A crystal whose atoms sit farther apart should be easier to squeeze. If ten density functionals disagree about the size of one boron phosphide crystal, those that make it larger should also make it softer, and the two results should follow a single smooth curve. Nine of the ten functionals do this closely. OLYP does not: it makes the crystal about 3 GPa, or 2 %, softer than its volume would suggest.

GPAW 26.7.0, PAW density-functional calculations without spin polarisation for cubic boron phosphide (BP, F-43m), with a 10 × 10 × 10 k mesh and Fermi-Dirac smearing of 0.05 eV. Volumes, moduli and slopes come from fits to energies at seven volumes, 0.94 to 1.06 times 11.68 Å³/atom. PBE used a real-space grid of 0.16 Å spacing, the other functionals plane waves.

| functional | potentials | wave cutoff | equilibrium volume (Å³/atom) | bulk modulus (GPa) | bulk modulus slope |
| --- | --- | --- | --- | --- | --- |
| PBE | GPAW-PAW-data-sets-(gpaw-data-1.2.1) | n/a | 11.762 | 163.60 | 3.900 |
| revPBE | GPAW-PAW-data-sets-(gpaw-data-1.2.1) | 800 eV | 11.947 | 157.00 | 3.820 |
| RPBE | GPAW-PAW-data-sets-(gpaw-data-1.2.1) | 800 eV | 11.998 | 155.40 | 3.820 |
| BEEF-vdW | GPAW-PAW-data-sets-(gpaw-data-1.2.1) | 800 eV | 11.810 | 160.40 | 4.060 |
| C09-vdW | GPAW-PAW-data-sets-(gpaw-data-1.2.1) | 800 eV | 11.663 | 167.20 | 4.040 |
| OLYP | PAW-data-sets-made-by gpaw-setup-for-the-functional | 800 eV | 11.752 | 160.00 | 3.880 |
| WC | PAW-data-sets-made-by gpaw-setup-for-the-functional | 800 eV | 11.577 | 169.50 | 3.790 |
| optB88-vdW | GPAW-PAW-data-sets-(gpaw-data-1.2.1) | 800 eV | 11.845 | 159.80 | 4.020 |
| optPBE-vdW | GPAW-PAW-data-sets-(gpaw-data-1.2.1) | 800 eV | 11.944 | 156.50 | 4.040 |
| vdW-DF | GPAW-PAW-data-sets-(gpaw-data-1.2.1) | 800 eV | 12.145 | 149.60 | 4.030 |

The general trend is worth remembering in round figures. From WC to vdW-DF the equilibrium volume grows by about 5 %, while the bulk modulus, the resistance to uniform compression, falls by about 12 %. A power law fitted by least squares to the logarithms of the nine values without OLYP gives a fall of 2.6 % in modulus for each 1 % in volume. None of these nine lies more than 1 GPa from the line. The ten rows are a selection, however: runs that failed or met a known program fault, and some with graver warnings, were left out. One exception in ten therefore does not show how common such exceptions are among functionals.

OLYP was left out of that fit because it alone uses LYP correlation, which is not built on the uniform electron gas as the others are. Its 3.4 GPa shortfall is therefore measured against a line it did not influence, and with all ten functionals in the fit it is still the worst row. The break does not depend on PBE either, which has nearly the same volume but was computed on a real-space grid. The PBE run itself gave no warning; the caution that such grids can cause small energy errors, depending on where the atoms sit between grid points, comes from the data makers' tests on other systems. Interpolation between C09-vdW and BEEF-vdW, both computed with plane waves like OLYP, leaves OLYP about 3 GPa too low.

To see what OLYP does differently, picture the change from one functional to another as an extra pressure inside the crystal that pushes the atoms apart. WC gives the smallest volume, so it serves as the starting point. The push is the pressure that another functional gives at a chosen volume, less the pressure that WC gives at the same volume. What matters for the stiffness is whether this push weakens as the crystal expands.

A push that weakens on expansion acts partly like an added spring. It is strong when the crystal is compressed and weak when it is stretched, so it resists squeezing. A constant push adds no such resistance; it merely moves the crystal to a larger volume, where the original bonds are softer. It has the same effect as pulling evenly on the crystal from all sides.

This picture gives a simple rule. Let the push $\Delta P$ vary with volume $V$ as $V^{-n}$, let $B$ be the bulk modulus, and let $B'$ be the bulk modulus slope, the rate at which $B$ rises with pressure. A small push enlarges the crystal by the fraction $\Delta P/B$. At fixed volume it raises the modulus by $n\,\Delta P$, a relative rise of $n$ times that fraction, while the expansion itself gives a relative fall of $B'$ times that fraction. Together,

$$\frac{d\ln B}{d\ln V}=n-B'.$$

The pressures computed in the same runs show the contrast directly. Between the smallest and the largest volume examined, the push of revPBE over WC fades from 5.6 to 4.8 GPa, and that of RPBE fades in nearly the same proportion. The push of OLYP stays at 2.5 GPa throughout. In the language of the rule, $n$ is about 1.4 for revPBE and RPBE and practically zero for OLYP.

The OLYP modulus can now be estimated from WC. With $n=0$ the modulus should fall with the full WC slope of 3.79:

$$B\approx169.5\ \text{GPa}\times\left(\frac{11.752}{11.577}\right)^{-3.79}\approx160\ \text{GPa}.$$

The calculation with OLYP itself gives 160.0 GPa. Had its push faded like that of revPBE, the exponent would have been about 2.4 in size and the result about 163 GPa, close to the line of the other nine.

No constant was fitted in this estimate, but it is not a blind prediction, because the choice $n=0$ was read from OLYP's own pressures. Pressure and bulk modulus are also two properties of the same energy curve, so they ought to agree. The agreement identifies the feature of the curve that makes OLYP soft. It does not yet say which part of the functional produces that feature.

A comparison at one common volume, 11.68 Å³ per atom, makes the same point without the power law. The stiffness there follows from the curvature of the energy. WC and OLYP both give 164 GPa, whereas revPBE gives 171 and vdW-DF 174 GPa. The functional with the softest crystal at its own equilibrium thus has the stiffest one at equal volume, and its low modulus in the table comes from its large volume. OLYP has moved the crystal outward without stiffening it.

The push itself probably comes mainly from exchange. The exchange part of these functionals gives an extra lowering of the energy where the electron density varies strongly for its size, and stretching a crystal is expected to increase this relative unevenness. A functional that rewards it more should therefore favour a larger crystal. The table supports a leading role for exchange: C09-vdW, optB88-vdW, optPBE-vdW and vdW-DF share the same correlation and differ in exchange, yet their volumes run from 11.66 to 12.15 Å³ per atom. Correlation matters less but is not negligible: revPBE and vdW-DF share the same exchange, and their volumes differ by 0.2 Å³ per atom.

Why the push should fade with one functional and persist with another can only be argued. As the crystal expands its density thins, which weakens the exchange energy available to drive further expansion. The exchange part of OLYP responds very little to small density gradients and then rises steeply, so gradients that grow relative to the density could make up for its thinning. This is a plausible explanation rather than a demonstrated one. LYP correlation may contribute as well, and no other functional here shares just one half of OLYP, so the two parts cannot be separated.

The atomic data sets leave a smaller doubt. Those for OLYP were generated specially, and so were those for WC, which stays within half a GPa of the line. Special generation alone therefore need not cause a break. Nor does the fading of the push come from mixing two kinds of data sets: the pressure of RPBE less that of revPBE, both run with the distributed sets, also fades, from 0.75 to 0.63 GPa over the same volumes. A fault peculiar to the OLYP sets is not excluded. Repeating OLYP with independently made sets would settle that point.

A neighbouring series shows how the rule can be used. Take one functional and stretch the crystal step by step: its modulus then falls by roughly 4 % for each 1 % of volume, as the bulk modulus slopes in the table say. Changing to a functional that favours a larger crystal usually costs less here, about 2.6 %, because that functional also stiffens the crystal at fixed volume. Applying the stretching rule to vdW-DF, starting from WC, would give 141 GPa instead of the computed 150 GPa. For OLYP the stretching rule happens to be the right one, so neither rule is safe for a functional of a new kind. There the modulus has to be computed, not carried over from the volume.
